Relaxed hcp Mg from DFT in Ansatz 0.2.0, with plane waves, scalar-relativistic PAW datasets made for PBE, no spin polarisation and Fermi-Dirac smearing of 0.1 eV. Volume, bulk modulus and its pressure derivative come from a third-order Birch-Murnaghan fit to the energies of uniformly scaled cells, extrapolated to zero smearing.

```tsv
functional	wave cutoff	k mesh	volume per atom (Å³)	bulk modulus (GPa)	bulk modulus pressure derivative	c over a
LDA	420 eV	19×19×10	21.62	39.7	4.02	1.62300
PBEsol	420 eV	19×19×10	22.52	37.3	3.96	1.62300
PBE	420 eV	19×19×10	22.96	36.0	4.01	1.62400
revPBE	420 eV	18×18×10	23.56	34.4	4.00	1.62400
RPBE	420 eV	18×18×10	23.70	34.1	4.00	1.62400
BLYP	420 eV	18×18×10	23.45	31.1	4.46	1.62600
r2SCAN	500 eV	19×19×10	22.58	39.5	3.86	1.62200
```

For the cell size and stiffness of magnesium, PBE is a sound choice and PBEsol an equally defensible one. From LDA through PBEsol, PBE and revPBE to RPBE, the volume grows by 9.6 % while the bulk modulus, the resistance to uniform compression, falls by 14 %. BLYP and r2SCAN do not fit this sequence. The reason for the sequence also shows when a good-looking stiffness can be trusted.

LDA treats each point of the metal as part of a uniform electron gas, and it commonly binds solids too tightly. Gradient-corrected exchange lowers the energy where the density varies strongly relative to its own size. Squeezing the metal pushes more valence electrons into the region around the ion cores, where they weaken this relative variation, so that part of the energy gain is lost. The correction therefore acts as an outward pressure. It is weaker in PBEsol than in PBE and stronger in revPBE and RPBE, and the volumes follow that order.

A larger cell is usually a softer one, but this alone would give too steep a trend. Between the volumes of LDA and RPBE, PBE's own compression curve drops from 45.5 to 31.6 GPa, well over twice the fall found between the functionals themselves. Changing the functional is thus not the same as adding a constant pressure. The outward pressure must grow as the metal is compressed, and a pressure that grows on compression is itself a source of stiffness.

A simple argument gives the size of this contribution. The ion cores keep their size when the crystal is squeezed, so the valence density inside them rises roughly as 1/V, where V is the volume per atom. The part of the energy difference between two functionals that comes from this region and changes with volume is then, to first order, also proportional to 1/V. Its pressure goes as 1/V², and its contribution to the bulk modulus is twice that pressure. The stiffness of a functional should therefore follow from its volume and PBE's compression curve.

LDA provides the hardest test, because its volume lies farthest from PBE's. Compressed to the LDA volume, PBE has a bulk modulus of 45.5 GPa and pushes outward with 2.44 GPa. LDA is at rest there, so changing PBE into LDA must remove that pressure and, with it, twice as much stiffness. The estimate is 45.5 − 2 × 2.44 = 40.6 GPa, against 39.7 GPa in the table.

PBEsol, revPBE and RPBE are reproduced still more closely. When the factor of two is instead fitted to these three rows and LDA, it comes out as 2.35, so the pressure fades with volume somewhat faster than the argument says. The numbers, printed after this text, support the way the pressure depends on volume. That it arises around the ion cores is argued from theory, since the calculations do not separate regions of the atom. All functionals also use datasets made for PBE, and the untested error of this choice would arise in the same region.

The practical consequence is a reversal. At its own volume LDA gives the stiffest magnesium in the table, but stretched to PBE's volume it gives the softest, with 30.9 GPa against PBE's 36.0 GPa. Its passable bulk modulus thus rests on two errors that oppose each other: a cell that is too small and a metal that is too soft at a given volume. A bulk modulus calculated with LDA at the measured volume loses this compensation.

BLYP shows that a reasonable volume does not guarantee a reasonable stiffness. Its cell is slightly smaller than that of revPBE, yet its bulk modulus is 3.3 GPa lower, and the pressures calculated in the same runs confirm the difference. The likely cause is its correlation part, which does not reproduce the uniform electron gas, the very limit that the valence electrons of a simple metal approach. The table shows the failure but does not isolate this cause. For the bulk modulus of magnesium, BLYP is the functional to avoid.

With r2SCAN the deviation has the opposite sign. Its volume is almost that of PBEsol, but it is 2.2 GPa stiffer. It also depends on the kinetic-energy density, which may be the reason. The PBE datasets used for every functional may contribute as well, and their effect on this difference is untested.

How much these steps matter depends on the purpose. Measured low-temperature values, roughly recalled, are 23 Å³ and 37 GPa. Against them LDA's volume is about 6 % too small, while the other functionals lie within about 3 %. BLYP is about 16 % too soft, while PBE and PBEsol agree with the measured stiffness to within a few per cent. Such rough values expose the large errors but cannot rank PBE against PBEsol, especially as the calculations leave out zero-point motion.

For a lattice length needed to 1 %, the step from PBE to PBEsol, about 0.6 %, is harmless, whereas the step to LDA, about 2 %, is not. For a bulk modulus needed to 5 %, PBE and PBEsol are again interchangeable, but LDA and r2SCAN lie about 10 % above PBE. The axial ratio c/a, the height of the hexagonal cell divided by its base edge, gives no ground for a choice. It varies by only 0.004, and by a rough estimate the stress left in the revPBE cell alone could shift it by about 0.003.

Cost does not argue for LDA either. A gradient-corrected calculation takes about the same effort, and LDA was run at the same cutoff as the gradient-corrected functionals. The r2SCAN run used 500 eV instead of 420 eV, which by the usual scaling means about 1.3 times as many plane waves, and it must evaluate the kinetic-energy density as well. For the volume and bulk modulus of magnesium, the table shows no clear return on that extra effort.

The cell and the functional should be chosen together. PBE placed in the cell relaxed with LDA starts under a pressure of 2.4 GPa, and in the RPBE cell it is under a tension of about 1.1 GPa. Elastic constants or defect energies calculated in such a borrowed cell describe a strained metal. The practical rule is to relax magnesium with PBE or PBEsol, to keep that functional for every later step, and to repeat the calculation with the other one if a difference of 2 % in volume or 4 % in stiffness would change the decision.

Output of the analysis:

```
Steps between functionals:
     row  volume against PBE in %  length against PBE in %  bulk modulus against PBE in %  volume against rough measured in %  bulk modulus against rough measured in %  bulk modulus from pressures in GPa
     LDA                   -5.836                   -1.985                          10.28                                  -6                                     7.297                               40.12
  PBEsol                   -1.916                  -0.6429                          3.611                              -2.087                                    0.8108                               37.76
     PBE                        0                        0                              0                             -0.1739                                    -2.703                               36.43
  revPBE                    2.613                   0.8636                         -4.444                               2.435                                    -7.027                               34.76
    RPBE                    3.223                    1.063                         -5.278                               3.043                                    -7.838                               34.51
    BLYP                    2.134                   0.7064                         -13.61                               1.957                                    -15.95                               31.66
  r2SCAN                   -1.655                  -0.5548                          9.722                              -1.826                                     6.757                               39.91
Stiffness and volume in GPa:
     row  own curve at PBE volume  PBE pressure at this volume  constant-pressure picture  core-region model  miss of constant pressure  miss of core-region model
     LDA                    30.94                        2.442                      45.52              40.63                      5.819                     0.9342
  PBEsol                    34.52                       0.7242                      38.88              37.43                      1.577                     0.1286
     PBE                       36                            0                         36                 36                          0                          0
  revPBE                    38.09                      -0.8819                      32.42              34.18                     -1.981                    -0.2177
    RPBE                    38.64                       -1.072                      31.64              33.78                     -2.465                    -0.3217
    BLYP                    34.14                      -0.7287                      33.05               34.5                      1.947                      3.405
  r2SCAN                    37.02                       0.6213                      38.47              37.23                     -1.029                     -2.271
fit of bulk_modulus - B_pbe on 4 rows (fam > 0): coefficient of extra 2.346 +/- 0.036; rms 0.0906, worst PBEsol -0.122, leave-one-out rms 0.176
  rows outside the fit (model, value, miss): PBE 0, 0, 0; BLYP 1.709, -1.947, 3.66; r2SCAN -1.457, 1.029, -2.49
BLYP less revPBE, bulk modulus in GPa: -3.3
r2SCAN less PBEsol, bulk modulus in GPa: 2.2
Volume span from LDA to RPBE in % of LDA: 9.621
Spread of c over a: 0.004
Rough c over a shift allowed by leftover stress in revPBE: 0.00284
Plane waves at 500 eV relative to 420 eV, ratio: 1.299
```
